# Appendix: Density of states of a Mexican-hat band

## A.1 Premises and conventions

**P1.** The carriers occupy one band of a two-dimensional crystal whose edge lies near the zone centre Γ. All other bands are farther away than the Fermi energy, the exchange splitting and $k_BT$.

**P2.** Energies are carrier energies. For holes, $E(\mathbf k)=E_v(\Gamma)-E_v(\mathbf k)$, where $E_v$ is the electron energy in the valence band, so that holes fill states from the lowest $E$ upwards.

**P3.** The dispersion is isotropic and ends at fourth order,

$$E(k)=-\alpha k^2+\beta k^4,\qquad \alpha>0,\ \beta>0, \tag{A1}$$

with $\alpha$ in J m² and $\beta$ in J m⁴.

**P4.** Each $\mathbf k$ carries two degenerate spin states and there is one valley. In a layer with an inversion centre, such as a single layer of the litharge structure of α-SnO, inversion and time reversal preserve this twofold degeneracy when spin-orbit coupling is present, and "spin" then labels the two partners of a Kramers pair.

**P5.** For the magnetic instability only: the carriers interact through a contact repulsion between opposite spins, treated in mean field, with energy per area $UN_\uparrow N_\downarrow$ and $U$ in J m².

The symbol $g$ is the density of states per spin, per area and per energy, $N$ the areal density of one spin species, $n=N_\uparrow+N_\downarrow$ and $m=N_\uparrow-N_\downarrow$. Periodic boundary conditions on an area $S$ give one state per spin in each element $(2\pi)^2/S$ of $\mathbf k$ space, so $S^{-1}\sum_{\mathbf k}\to\int d^2k/(2\pi)^2$.

## A.2 The band edge

The condition $dE/dk=2k(2\beta k^2-\alpha)=0$ has the solutions $k=0$ and

$$k_0^2=\frac{\alpha}{2\beta}. \tag{A2}$$

The curvature $d^2E/dk^2=-2\alpha+12\beta k^2$ equals $-2\alpha$ at $k=0$, a local maximum, and $+4\alpha$ at $k_0$, a minimum. Since $E$ does not depend on direction, the minimum is the whole circle $|\mathbf k|=k_0$. Its energy is $E(k_0)=-\Delta$, with the depth

$$\Delta=\frac{\alpha^2}{4\beta}=\beta k_0^4=\tfrac12\alpha k_0^2. \tag{A3}$$

The energy measured from the ring, $\varepsilon=E+\Delta$, follows by completing the square in $u=k^2$:

$$\varepsilon=\beta\,(u-k_0^2)^2,\qquad u\ge0. \tag{A4}$$

The curvatures define the magnitude of the negative mass at Γ, $m_\Gamma=\hbar^2/2\alpha$, and the radial mass on the ring, $m_r=\hbar^2/4\alpha=m_\Gamma/2$. Along the ring the mass is infinite.

## A.3 Density of states

The definition is

$$g(\varepsilon)=\int\frac{d^2k}{(2\pi)^2}\,\delta(\varepsilon-\varepsilon_{\mathbf k}). \tag{A5}$$

The angular integral gives $2\pi$, and $k\,dk=du/2$, so the measure becomes $du/4\pi$: in two dimensions the states are spread uniformly in $u=k^2$. The rule $\delta(h(u))=\sum_j\delta(u-u_j)/|h'(u_j)|$ over the simple zeros $u_j$ of $h$ then gives, for any isotropic band,

$$g(\varepsilon)=\frac1{4\pi}\sum_{u_j>0}\frac1{|d\varepsilon/du|_{u_j}}. \tag{A6}$$

For (A4) the zeros are

$$u_\pm=k_0^2\pm\sqrt{\varepsilon/\beta}, \tag{A7}$$

and the slope has the same magnitude at both, $|2\beta(u_\pm-k_0^2)|=2\sqrt{\beta\varepsilon}$, because (A4) is a parabola in $u$. Each admissible zero contributes $1/(8\pi\sqrt{\beta\varepsilon})$. The outer zero is positive for every $\varepsilon>0$. The inner zero is positive only if $\sqrt{\varepsilon/\beta}<k_0^2$, which by (A3) means $\varepsilon<\Delta$. Hence

$$g(\varepsilon)=\begin{cases}0,&\varepsilon<0,\\[2pt]\dfrac1{4\pi\sqrt{\beta\varepsilon}},&0<\varepsilon<\Delta,\\[8pt]\dfrac1{8\pi\sqrt{\beta\varepsilon}},&\varepsilon>\Delta.\end{cases} \tag{A8}$$

Two features of (A8) can be traced to local properties of the band.

*The edge.* Near the ring, $\varepsilon\simeq\hbar^2q^2/2m_r$ with $q=k-k_0$. Two circles of circumference close to $2\pi k_0$, each with $|d\varepsilon/dq|=\hbar\sqrt{2\varepsilon/m_r}$, give $g\simeq(k_0/\pi\hbar)\sqrt{m_r/2\varepsilon}$. With $m_r=\hbar^2/8\beta k_0^2$ this is the second line of (A8). The divergence is that of a one-dimensional band edge, repeated along the ring, and its strength is fixed by $k_0$ and $m_r$ alone.

*The step.* At $\varepsilon=\Delta$, $\sqrt{\beta\Delta}=\alpha/2$, so

$$g(\Delta^-)=\frac1{2\pi\alpha},\qquad g(\Delta^+)=\frac1{4\pi\alpha}. \tag{A9}$$

The drop $1/4\pi\alpha=m_\Gamma/2\pi\hbar^2$ is the constant density of states of the parabolic maximum at Γ. It is lost when the inner constant-energy circle shrinks to a point and the occupied region changes from an annulus to a disc.

## A.4 Carrier density and kinetic energy at zero temperature

The states below $\varepsilon$ occupy $u_-<u<u_+$ for $\varepsilon<\Delta$ and $0<u<u_+$ above. With the measure $du/4\pi$,

$$N(\varepsilon)=\begin{cases}\dfrac1{2\pi}\sqrt{\varepsilon/\beta},&\varepsilon\le\Delta,\\[8pt]\dfrac1{4\pi}\left(k_0^2+\sqrt{\varepsilon/\beta}\right),&\varepsilon\ge\Delta.\end{cases} \tag{A10}$$

This count uses areas only, and its derivative reproduces (A8). Both lines give at $\Delta$ the capacity of the annulus,

$$N_\Delta=\frac{k_0^2}{2\pi}, \tag{A11}$$

the content of a disc of radius $\sqrt2k_0$. Proportionality to $\sqrt\varepsilon$ holds only below the depth. For an unpolarised gas with $n=2N<2N_\Delta$, inversion of (A10) and insertion in (A8) give

$$\varepsilon_F=\pi^2\beta n^2,\qquad g(\varepsilon_F)=\frac1{4\pi^2\beta n}. \tag{A12}$$

The density of states at the Fermi level falls as $1/n$, whereas it is independent of $n$ in a parabolic two-dimensional band. The kinetic energy per area of one species with $N\le N_\Delta$, whose Fermi energy is $\varepsilon(N)=4\pi^2\beta N^2$, is

$$K(N)=\int_0^{\varepsilon(N)}\varepsilon\,g\,d\varepsilon=\frac{\varepsilon(N)^{3/2}}{6\pi\sqrt\beta}=\frac{4\pi^2}{3}\beta N^3. \tag{A13}$$

## A.5 Stoner criterion

Let $\phi(N)$ be the free energy per area of one species of non-interacting carriers, equal to $K$ at $T=0$. Then $\phi'=\mu$ and $\phi''=1/g$, where $g=\partial N/\partial\mu$. Using $d/dN=g^{-1}d/d\mu$ twice more gives $\phi'''=-g_\mu/g^3$ and $\phi''''=(3g_\mu^2-gg_{\mu\mu})/g^5$, subscripts denoting derivatives with respect to $\mu$. By P5 the total is $f=\phi(N_\uparrow)+\phi(N_\downarrow)+U(n^2-m^2)/4$ with $N_{\uparrow,\downarrow}=(n\pm m)/2$. Odd orders in $m$ cancel between the species, and at fixed $n$

$$f(m)-f(0)=\frac14\left(\frac1g-U\right)m^2+\frac{3g_\mu^2-gg_{\mu\mu}}{192\,g^5}\,m^4+\dots \tag{A14}$$

The unpolarised state is unstable when the quadratic coefficient is negative, which is the Stoner criterion $Ug>1$ with $g$ per spin. With (A12) it reads

$$n<n_c=\frac{U}{4\pi^2\beta},\qquad \varepsilon_F<\varepsilon_c=\frac{U^2}{16\pi^2\beta}. \tag{A15}$$

Any repulsion, however weak, satisfies the criterion at sufficiently low density. Equation (A15) presumes $n_c<2N_\Delta$, and since $n_c/N_\Delta=U/\pi\alpha$ this means $U<2\pi\alpha$. For $2\pi\alpha<U<4\pi\alpha$, (A9) gives $Ug>1$ just below the step and $Ug<1$ just above it, so the limit of instability stays at $n=2N_\Delta$. For $U>4\pi\alpha$ the upper lines of (A8) and (A10) apply, $\sqrt{\beta\varepsilon_F}=\beta(2\pi n-k_0^2)$, and the limit is $n=(k_0^2+U/8\pi\beta)/2\pi$.

The ordered state can be found in closed form. For $g\propto\mu^{-1/2}$ one has $3g_\mu^2=gg_{\mu\mu}=3g^2/4\mu^2$, and the quartic term of (A14) vanishes. All higher terms vanish too, because $K$ is cubic in $N$. With $\zeta=m/n$ and $(1+\zeta)^3+(1-\zeta)^3=2+6\zeta^2$,

$$f(\zeta)=\frac{\pi^2}{3}\beta n^3+\frac{U}{4}n^2+\pi^2\beta n^2\,(n-n_c)\,\zeta^2. \tag{A16}$$

This holds while $N_\uparrow\le N_\Delta$, and so on the whole interval $0\le\zeta\le1$ if $n\le N_\Delta$. The minimum is at $\zeta=0$ for $n>n_c$ and at $\zeta=1$ for $n<n_c$. For $U<\pi\alpha$, where $n_c<N_\Delta$, the mean-field ground state therefore jumps at $n_c$ from unpolarised to fully polarised, with one unpaired spin per carrier. In that state the majority Fermi energy is $4\pi^2\beta n^2$ and the minority edge lies $Un$ above the majority edge; the two are equal at $n_c$, where both are $4\varepsilon_c$. At $n_c$ itself $f$ does not depend on $\zeta$, so the form of the transition there is decided by terms omitted from (A1).

For $\pi\alpha<U<2\pi\alpha$ and $N_\Delta<n<n_c$ the majority passes the step. The slope $2\,\partial f/\partial m=\varepsilon_\uparrow-\varepsilon_\downarrow-Um$ is continuous and negative as $N_\uparrow$ crosses $N_\Delta$. Beyond that point $\varepsilon_\uparrow=\beta(4\pi N_\uparrow-k_0^2)^2$ and $\varepsilon_\downarrow=\beta(2\pi N_\downarrow)^2$, and the slope is a convex quadratic in $m$, since $(4\pi)^2>(2\pi)^2$. It stays negative up to $m=n$ if it is negative there. Polarisation is thus complete when $\beta(4\pi n-k_0^2)^2\le Un$ and partial otherwise.

## A.6 Temperature and level broadening

Both effects cut off the divergence and turn the criterion into a threshold on $U$.

*Temperature.* With $\eta=\mu/k_BT$, $N=\int g\,[e^{\varepsilon/k_BT-\eta}+1]^{-1}d\varepsilon$. If $\Delta-\mu\gg k_BT$, the second line of (A8) may be used for all $\varepsilon>0$ at the cost of terms of order $e^{-(\Delta-\mu)/k_BT}$. In terms of $F_j(\eta)=\Gamma(j+1)^{-1}\int_0^\infty x^j(e^{x-\eta}+1)^{-1}dx$, with $\Gamma(1/2)=\sqrt\pi$ and $F_{-3/2}\equiv dF_{-1/2}/d\eta$,

$$N=\frac1{4\pi}\sqrt{\frac{\pi k_BT}{\beta}}\,F_{-1/2}(\eta),\qquad \frac{\partial N}{\partial\mu}=\frac1{4\pi}\sqrt{\frac{\pi}{\beta k_BT}}\,F_{-3/2}(\eta). \tag{A17}$$

The function $F_{-3/2}$ is bounded. Its maximum is 0.4463 at $\eta^*=1.11$, where $F_{-1/2}=1.076$. Setting $U\,\partial N/\partial\mu=1$ at the maximum gives the highest temperature at which the unpolarised state is unstable, and (A17) gives the density at that point:

$$k_BT^*=\pi\,(0.4463)^2\varepsilon_c=0.626\,\varepsilon_c,\qquad n^*=\frac\pi2(0.4463)(1.076)\,n_c=0.75\,n_c. \tag{A18}$$

At $\eta^*$, $g_\mu=0$ and $g_{\mu\mu}<0$, so the quartic coefficient in (A14) is positive and the onset there is continuous. At fixed $T>0$ and $n\to0$, $F_{-3/2}\simeq e^\eta\to0$, and the criterion fails at low enough density.

*Broadening.* Let every level be replaced by a Lorentzian of constant half-width $\gamma\ll\Delta$, a phenomenological description of disorder. Put $v=u-k_0^2$, extend its range to the whole real line, and set $z=\varepsilon+i\gamma$. The Lorentzian is $\pi^{-1}\,\mathrm{Im}\,(\beta v^2-z)^{-1}$, and $\int dv\,(\beta v^2-z)^{-1}=\pi/\sqrt{-\beta z}$ on the principal branch. Then

$$g_\gamma(\varepsilon)=\frac1{4\pi\sqrt\beta}\sqrt{\frac{|z|+\varepsilon}{2|z|^2}}. \tag{A19}$$

With $z=|z|e^{i\vartheta}$ and $|z|=\gamma/\sin\vartheta$, the radicand is $(1+\cos\vartheta)\sin\vartheta/2\gamma$. It is largest at $\vartheta=\pi/3$, that is $\varepsilon=\gamma/\sqrt3$, where it equals $3\sqrt3/8\gamma$. The criterion can be met at $T=0$ only if $\gamma<\gamma_c=(3\sqrt3/8)\,\varepsilon_c=0.650\,\varepsilon_c$.

## A.7 Fourfold warping

On a lattice with a fourfold axis, such as that of α-SnO, symmetry allows two invariants at fourth order: $k^4$ and $k_x^4-6k_x^2k_y^2+k_y^4=k^4\cos4\theta$. Premise P3 thus drops a term of the same order as one that it keeps. Restoring it replaces $\beta$ by $\beta_\theta=\beta(1+\lambda\cos4\theta)$. Take $0<\lambda<1$; the other sign is a rotation by $\pi/4$ and has the same density of states. Along each direction the radial minimum is at $E=-\Delta/(1+\lambda\cos4\theta)$. The ring breaks into four minima at $-\Delta/(1-\lambda)$ and four saddle points at $-\Delta/(1+\lambda)$, separated by

$$W=\frac{2\lambda\Delta}{1-\lambda^2}. \tag{A20}$$

For fixed $\theta$ the zeros are $u_\pm=(\alpha\pm s)/2\beta_\theta$ with $s=\sqrt{\alpha^2+4\beta_\theta E}$, and $|dE/du|=s$ at both. For $E<0$ let $x=|E|/\Delta$ and $\psi=\pi-4\theta$, so that $s=\alpha\sqrt{1-x+\lambda x\cos\psi}$. The angular average is $\pi^{-1}\int_0^\pi d\psi$, restricted to real $s$. Two zeros per direction in (A6), and the interval $u_+-u_-=s/\beta_\theta$, give

$$g=\frac1{2\pi^2\alpha}\int\frac{d\psi}{\sqrt{1-x+\lambda x\cos\psi}},\qquad N=\frac{k_0^2}{2\pi^2}\int d\psi\,\frac{\sqrt{1-x+\lambda x\cos\psi}}{1-\lambda\cos\psi}. \tag{A21}$$

The radicand equals $2\lambda x\,[p-\sin^2(\psi/2)]$ with $p=(1-x+\lambda x)/2\lambda x$. Define $\mathsf K(p)=\int_0^{\pi/2}dt\,(1-p\sin^2t)^{-1/2}$. Below the saddles $0<p<1$, and the substitution $\sin(\psi/2)=\sqrt p\sin t$ applies; above them $p>1$, and $t=\psi/2$ suffices:

$$g=\frac1{2\pi^2\alpha}\sqrt{\frac2{\lambda x}}\times\begin{cases}\mathsf K(p),&p<1,\\ p^{-1/2}\,\mathsf K(1/p),&p>1.\end{cases} \tag{A22}$$

At the band bottom $p=0$, $\mathsf K=\pi/2$ and $x=1/(1-\lambda)$, so the density of states starts at the finite value

$$g_0=\frac1{2\pi\alpha}\sqrt{\frac{1-\lambda}{2\lambda}}. \tag{A23}$$

At the saddles $\mathsf K$ diverges logarithmically. There $p=1$ and $x=1/(1+\lambda)$, and the substitution $w=\cos(\psi'/2)$ with $\psi'=\pi-\psi$ turns the second integral of (A21) into $2\sqrt{2\lambda x}\int_0^1dw\,(1-\lambda+2\lambda w^2)^{-1}$, whence

$$N_s=\frac{k_0^2}{\pi^2\sqrt{1-\lambda^2}}\arctan\sqrt{\frac{2\lambda}{1-\lambda}}. \tag{A24}$$

Since $N_s\propto\sqrt\lambda$ for small $\lambda$, a weak warping holds a sizeable density below the saddles. At $E=0$, $s=\alpha$ in all directions, so (A9) and the halving survive unchanged. If $Ug_0<1$, the Stoner criterion fails as $n\to0$ and is met in a window around $n=2N_s$.

## A.8 Range of validity

1. *Isotropy.* Equation (A8) describes the edge only for energies well above $W$, and (A15) and (A16) need $W\ll\varepsilon_c$. Otherwise (A21) to (A24) replace them.

2. *Truncation.* A term $\delta k^6$ leaves the exponent $-1/2$ and the height $1/4\pi\alpha$ of the step intact, but the slopes at the two zeros differ. At $E=0$ the outer zero obeys $\beta u_1+\delta u_1^2=\alpha$ and has slope $\alpha+\delta u_1^2$, the inner one has slope of magnitude $\alpha$, and (A6) gives the ratio $\alpha/(2\alpha+\delta u_1^2)$ across the step. To first order this is $\tfrac12(1-r/2)$, where $r=\delta\alpha/\beta^2$ is the ratio of the sixth-order to the fourth-order term at $k=\sqrt2k_0$. The exact factor of one half belongs to the quartic form. At large $k$, (A1) has no meaning, since the true band is periodic.

3. *Temperature and disorder.* The divergence is resolved only for energies above $k_BT$ and $\gamma$, and the instability needs $T<T^*$ and $\gamma<\gamma_c$ even when each acts alone.

4. *Interaction.* The Fermi energy falls as $n^2$ and the Coulomb energy $e^2\sqrt{\pi n}/4\pi\epsilon_0\kappa$, with $\kappa$ the effective dielectric constant of the surroundings, falls as $n^{1/2}$. Their ratio grows as $n^{-3/2}$, so the limit $n\to0$ is strongly coupled. There $U$ is an effective, density-dependent parameter, and states that P5 does not contain, such as charge order or filling of part of the ring only, can compete. Equation (A15) shows that the unpolarised mean-field gas is unstable and does not identify the true ground state.

5. *Fluctuations.* By the Mermin-Wagner theorem, spin-isotropic short-range interactions produce no long-range magnetic order in two dimensions at $T>0$. $T^*$ is a mean-field scale, and a true ordering temperature requires magnetic anisotropy.

## A.9 Illustration: holes in monolayer α-SnO

The lattice is square. For its constant we use the bulk litharge value $a=3.801\times10^{-10}$ m, a compiled value ("Electronic properties of the Sn1−xPbxO alloy", 2020), as a stand-in for that of the monolayer; the cell area is $A=a^2=1.445\times10^{-19}$ m². Electrons in the conduction band are ignored: the compiled bulk gap of 0.7 eV (Waroquiers 2013) already exceeds every band energy used below, and removing the interlayer coupling widens it. The remaining inputs are illustrative assumptions: a ring at one third of the distance to the zone edge, $k_0=\pi/3a$; a depth $\Delta=100$ meV; a Stoner parameter per cell $I=0.40$ eV with $U=IA$; and a warping $\lambda=0.10$. All results are the model's. Energies are given in eV or meV, and third figures serve the arithmetic only.

*Band parameters.* $k_0=2.755\times10^{9}$ m⁻¹, $\alpha=2\Delta/k_0^2=4.22\times10^{-39}$ J m², $\beta=\Delta/k_0^4=2.78\times10^{-58}$ J m⁴, $m_\Gamma=1.45\,m_e$, $m_r=0.72\,m_e$. The annulus holds $N_\Delta=1.21\times10^{18}$ m⁻² per spin, or 0.175 holes per cell and spin, and $g(\Delta^-)=3.77\times10^{37}$ J⁻¹ m⁻².

*Isotropic ring*, from (A8) and (A10) for the unpolarised gas:

| $\varepsilon_F$ (meV) | $gA$ (per eV, cell and spin) | $n$ ($10^{18}$ m⁻²) | $Ug$ |
|---|---|---|---|
| 1 | 8.73 | 0.242 | 3.49 |
| 10 | 2.76 | 0.764 | 1.10 |
| 25 | 1.75 | 1.21 | 0.698 |
| 100, below the step | 0.873 | 2.42 | 0.349 |
| 100, above the step | 0.436 | 2.42 | 0.175 |

*Stoner limit.* $U=9.26\times10^{-39}$ J m² and $U/\pi\alpha=0.698<1$, so (A16) applies. The ideal ring is fully polarised below $n_c=8.4\times10^{17}$ m⁻², or 0.122 holes per cell. There $\varepsilon_c=12.2$ meV and the exchange splitting at full polarisation is 48.7 meV. Equation (A18) gives $k_BT^*=7.6$ meV, $T^*=88$ K and $n^*=6.4\times10^{17}$ m⁻², with neglected terms of order $6\times10^{-6}$ in (A17). The critical broadening is $\gamma_c=7.9$ meV.

*Size of the omitted terms.* The warping gives $W=20$ meV, larger than both $\varepsilon_c$ and $k_BT^*$, so it cannot be neglected. From (A23), $Ug_0=0.74$, and the criterion is not met at the lowest densities. The logarithmic peak lies at $2N_s=6.8\times10^{17}$ m⁻². Solving $Ug=1$ with (A22) gives $x=0.974$ and $x=0.857$, which lie 13.7 meV and 25.4 meV above the band bottom, and (A21) converts these into the window $4.0\times10^{17}<n<9.1\times10^{17}$ m⁻². These are limits of local stability of the unpolarised state, and a discontinuous transition can occur outside them. The upper limit is close to $n_c$, while the lower limit is absent from the ideal ring. The values of $T^*$ and $\gamma_c$ above hold for $\lambda=0$ only. For the truncation, the outer circle at the step lies at $0.47\,\pi/a$. In a band built from the harmonic $\cos2ka$ the ratio of sixth-order to fourth-order terms has magnitude $(2ka)^2/30$, which is 0.29 there; an $|r|$ of this size shifts the step ratio by about 15 per cent. The Coulomb energy at $n_c$ is $2.3$ eV$/\kappa$, which exceeds $\varepsilon_c$ unless $\kappa$ is above 190, so $I$ must be read as a screened effective value.

As typical knowledge from band-structure calculations, and not from measurement, the hole-doped monolayer is expected to polarise only above roughly $5\times10^{17}$ m⁻² and to stay polarised up to a few $10^{18}$ m⁻². The ideal ring misses the lower threshold altogether, and the model's upper limit of 8 to $9\times10^{17}$ m⁻² is low by a factor of roughly two to four. For the ideal ring that limit scales as $n_c=IAk_0^4/4\pi^2\Delta$ while $U<2\pi\alpha$, so a wider or shallower ring or a larger $I$ than assumed here raises it, up to the pinned value $2N_\Delta$.